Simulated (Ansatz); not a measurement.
## Abstraction of F: SiF4 + C3H4B → SiF3 + C3H4BF

Species: SiF4 (silicon tetrafluoride) `F[Si](F)(F)F`, singlet; C3H4B `C#C[B]C`, doublet; SiF3 (trifluorosilyl) `F[Si](F)F`, doublet; C3H4BF `C#CB(C)F`, singlet. A radical takes F: the energy is the difference in strength between the Si–F bond broken and the B–F bond made.

Shapes, held fixed at every level: PBE0-D4/def2-TZVP. Programs: Ansatz 0.2.0. The zero-point and thermal change to 298 K, harmonic and unscaled (PBE0-D4/def2-TZVP), is +4.7 kJ/mol.

**Question.** Estimate ΔH(298 K) of this reaction.

**Answer.** B2PLYP/def2-TZVPP gives ΔH(298 K) = -2.3 kJ/mol; the levels span -17.4 to +11.8. That is about zero within the method's error. They disagree on the sign: 2 of 8 are positive. The median of the levels is -2.0. No measured value is set beside it here. Spin contamination: C3H4B (⟨S²⟩ up to 0.91). Open shells run unrestricted. Times are processor times on shared x86 and Arm servers, and rough.

```json
{"level": "HF/def2-SVP", "kind": "Hartree–Fock", "ΔH(298 K) (kJ/mol)": "-17.4", "CPU time (sum over the molecules)": "–"}
{"level": "HF/def2-TZVPP", "kind": "Hartree–Fock", "ΔH(298 K) (kJ/mol)": "+11.1", "CPU time (sum over the molecules)": "–"}
{"level": "SPW92/def2-TZVPP", "kind": "LDA", "ΔH(298 K) (kJ/mol)": "-7.1", "CPU time (sum over the molecules)": "9.7 s"}
{"level": "PBE0-D4/def2-TZVPP", "kind": "global hybrid", "ΔH(298 K) (kJ/mol)": "-1.5", "CPU time (sum over the molecules)": "20 s"}
{"level": "r2SCAN0-D4/def2-TZVPP", "kind": "global hybrid", "ΔH(298 K) (kJ/mol)": "+11.8", "CPU time (sum over the molecules)": "47 s"}
{"level": "wB97M-V/def2-TZVPP", "kind": "range-separated hybrid", "ΔH(298 K) (kJ/mol)": "-1.7", "CPU time (sum over the molecules)": "2.1 min"}
{"level": "wB97X-V/def2-TZVPP", "kind": "range-separated hybrid", "ΔH(298 K) (kJ/mol)": "-5.2", "CPU time (sum over the molecules)": "89 s"}
{"level": "B2PLYP/def2-TZVPP", "kind": "double hybrid", "ΔH(298 K) (kJ/mol)": "-2.3", "CPU time (sum over the molecules)": "59 s"}
```

The Si–F bond broken and the B–F bond made come out nearly equal in strength, so the calculation supports near-thermoneutral fluorine transfer but not a preferred direction. Both bonds are strong for related reasons: each is highly polar, and fluorine lone pairs donate into the empty p orbital on boron or, more weakly, into Si–F σ* orbitals. Delocalisation of the unpaired electron into the alkynyl group probably stabilises the boron radical and so offsets part of the gain from forming B–F.

The largest shift comes from the basis set. Hartree–Fock moves from -17.4 to +11.1 kJ/mol on going to the larger set, probably because the small one lacks the polarisation functions that silicon needs when surrounded by four fluorines, and so underbinds SiF4. Among the larger-basis results, the two global hybrids, at -1.5 and +11.8 kJ/mol, differ enough to show that the type of functional does not settle the sign. Near-thermoneutrality says nothing about the barrier, which may be substantial for abstraction of fluorine from so strong a bond.
